Heat a crystal from 100 to 1000 K and something ought to happen on the way: a jump in entropy, a bump in the heat capacity, a row that refuses to fall in line. For this ordered alloy of seven aluminium atoms to one silicon, the computed vibrations do nothing of the kind. Two rough fractions are worth keeping: at 100 K the heat capacity has reached about half of its classical limit of $3k_B$ per atom, and at 1000 K about 99 per cent of it.

Ansatz 0.2.0, PBE with PAW and a plane-wave cutoff of 420 eV, for non-spin-polarized Al7Si (Fm-3m, 8-atom cell), with an 8×8×8 k mesh and Fermi-Dirac smearing of 0.15 eV. Phonons are from linear response on a 2×2×2 q mesh. Entropy, free energy (zero-point energy included) and heat capacity are harmonic, at a fixed volume of 16.22 Å³/atom.

| temperature (K) | phonon entropy (kB/atom) | phonon free energy (meV/atom) | phonon heat capacity (kB/atom) |
| --- | --- | --- | --- |
| 100 | 0.934 | 34.2 | 1.630 |
| 200 | 2.404 | 19.5 | 2.514 |
| 300 | 3.480 | -6.1 | 2.766 |
| 400 | 4.291 | -39.7 | 2.864 |
| 500 | 4.936 | -79.6 | 2.912 |
| 600 | 5.469 | -124.5 | 2.938 |
| 700 | 5.923 | -173.6 | 2.954 |
| 800 | 6.319 | -226.4 | 2.965 |
| 900 | 6.668 | -282.4 | 2.972 |
| 1000 | 6.982 | -341.2 | 2.977 |

The heat capacity climbs in ever smaller steps, the entropy keeps growing, and the free energy falls ever more steeply. The one feature that looks like an event is the change of sign of the free energy between 200 and 300 K. It marks only the point where the thermal gain outweighs the zero-point energy, the energy that the vibrations keep at absolute zero. Each step of the free energy also agrees with the entropy and heat capacity of its two end rows to 0.05 meV per atom, which is the size of the rounding; that speaks against a gross misprint in the free energy or the entropy, though it would hardly notice one in the heat capacity and tests no physics.

The smoothness has two sources. All ten rows use the same crystal at the same volume, with the same force constants, so only the number of vibrational quanta changes with temperature. And a single vibration thaws slowly: for a harmonic oscillator, the rise from a tenth to nine tenths of the classical heat capacity takes about a fivefold increase in temperature. A sum of many such gentle curves, each starting at its own temperature, has no place for a kink.

How much of the table follows from one typical frequency? In an Einstein solid each atom has three oscillators of the same frequency $\omega$, and each keeps half a quantum at rest. The calculated zero-point energy of 36.73 meV per atom then fixes the quantum without any fit:

$$\hbar\omega=\tfrac{2}{3}\times 36.73\ \text{meV}=24.5\ \text{meV},\qquad \theta=\hbar\omega/k_B=284\ \text{K}.$$

With $x=\theta/T$, where $T$ is the temperature, the heat capacity per atom is

$$C=3k_B\,\frac{x^2e^x}{(e^x-1)^2}.$$

At 100 K, $x=2.84$ and $C=1.59\,k_B$, about 2 per cent below the table's 1.630. In every hotter row the model lies slightly above the table instead. The 100 K row is therefore the only one whose miss has the opposite sign, and it might pass for the break in the series.

It is no break, because a real crystal has soft and hard vibrations where the model has only average ones. The same calculation gives the vibrations in which all cells move in step. At 100 K the softest of these, apart from rigid shifts of the crystal, already has 86 per cent of its classical heat capacity, and the hardest only 19 per cent. At this temperature a mode softer than the average gains more heat capacity than a mode harder by the same amount loses, so the spread of frequencies puts the crystal ahead of the model. In the hotter rows the soft modes are nearly saturated and have little left to gain, and the hard modes hold the crystal back.

Entropy tells the same story more loudly. The Einstein entropy is too low by $0.23\,k_B$ per atom at 100 K and still by $0.20\,k_B$ at 1000 K, so the error hardly changes while the entropy itself grows more than sevenfold. Entropy adds up $C/T$ from absolute zero, and this deficit is already complete at the first row, so it was collected below 100 K. Towards low temperature the single oscillator freezes out almost completely, while the soft vibrations, long sound waves among them, have smaller quanta and go on taking up heat.

This makes the two quantities very different witnesses. Near the classical limit the heat capacity has nearly forgotten the frequencies, but the entropy of each mode still contains $-k_B\ln\omega$. If all frequencies were 1 per cent too high, the entropy per atom would be too low by about $3\times0.01=0.03\,k_B$ in the hot rows, and the curve would look just as smooth. The vibrations of a metal depend on how finely its electronic states are sampled, so the absence of a kink says nothing about such an error.

A break would have to come from what a harmonic sum at fixed volume leaves out. Real aluminium dissolves only a per cent or so of silicon, far less than the one atom in eight here, so on heating such a crystal could separate into its elements. An alloy of this composition would also have melted before the last row, with a jump in entropy. Thermal expansion and anharmonic forces would bend the curves more gently, mostly at the hot end. The output printed below gives the comparison with the Einstein solid row by row.

Aluminium with a little silicon can serve as wiring on chips, where silicon that leaves the metal can spoil a contact. Whether vibrations help to keep it dissolved depends on a difference: the vibrational free energy of the alloy less that of the same atoms in separate aluminium and silicon. One smooth curve, however well understood, leaves the sign of that difference open.

Printed output of the fit:

```
Einstein solid from the zero-point energy, kB/atom and meV/atom:
   row  model heat capacity  table less model C  model entropy  table less model S  table less model F
   100                1.594             0.03644         0.7084              0.2256             -0.9762
   200                2.542            -0.02847          2.187              0.2174              -2.937
   300                2.785            -0.01942          3.272              0.2075               -4.77
   400                2.877            -0.01296          4.088              0.2029              -6.506
   500                2.921           -0.008543          4.735              0.2007              -8.292
   600                2.945           -0.006551           5.27              0.1989              -10.02
   700                2.959           -0.005141          5.725              0.1978              -11.69
   800                2.969           -0.003657          6.121               0.198              -13.41
   900                2.975           -0.003203          6.471               0.197              -15.13
  1000                 2.98           -0.002895          6.785              0.1972              -16.79
steps from the row before:
   row  step in F (meV/atom)  step expected from S and C  difference  step in C (kB/atom)  step in S (kB/atom)
   200                 -14.7                      -14.65    -0.04982                0.884                 1.47
   300                 -25.6                      -25.59   -0.007238                0.252                1.076
   400                 -33.6                      -33.63     0.03058                0.098                0.811
   500                 -39.9                      -39.85    -0.04799                0.048                0.645
   600                 -44.9                       -44.9   -0.001731                0.026                0.533
   700                 -49.1                      -49.13     0.03292                0.016                0.454
   800                 -52.8                      -52.78    -0.01641                0.011                0.396
   900                   -56                      -55.99    -0.01433                0.007                0.349
  1000                 -58.8                      -58.84     0.03665                0.005                0.314
mean vibrational quantum (meV): 24.49
Einstein temperature (K): 284.2
heat capacity at 100 K, percent of 3 kB: 54.33
heat capacity at 1000 K, percent of 3 kB: 99.23
entropy miss at 100 K, percent of the table value: 24.15
entropy miss at 1000 K, percent of the table value: 2.825
entropy gained from 500 to 1000 K (kB/atom): 2.046
classical gain on doubling the temperature, 3 ln 2 (kB/atom): 2.079
softest optical mode at the zone centre (K): 136.3
hardest optical mode at the zone centre (K): 483.1
softest mode at 100 K, percent of its classical heat capacity: 85.86
hardest mode at 100 K, percent of its classical heat capacity: 18.92
largest difference between found and expected free-energy step (meV/atom): 0.04982
```
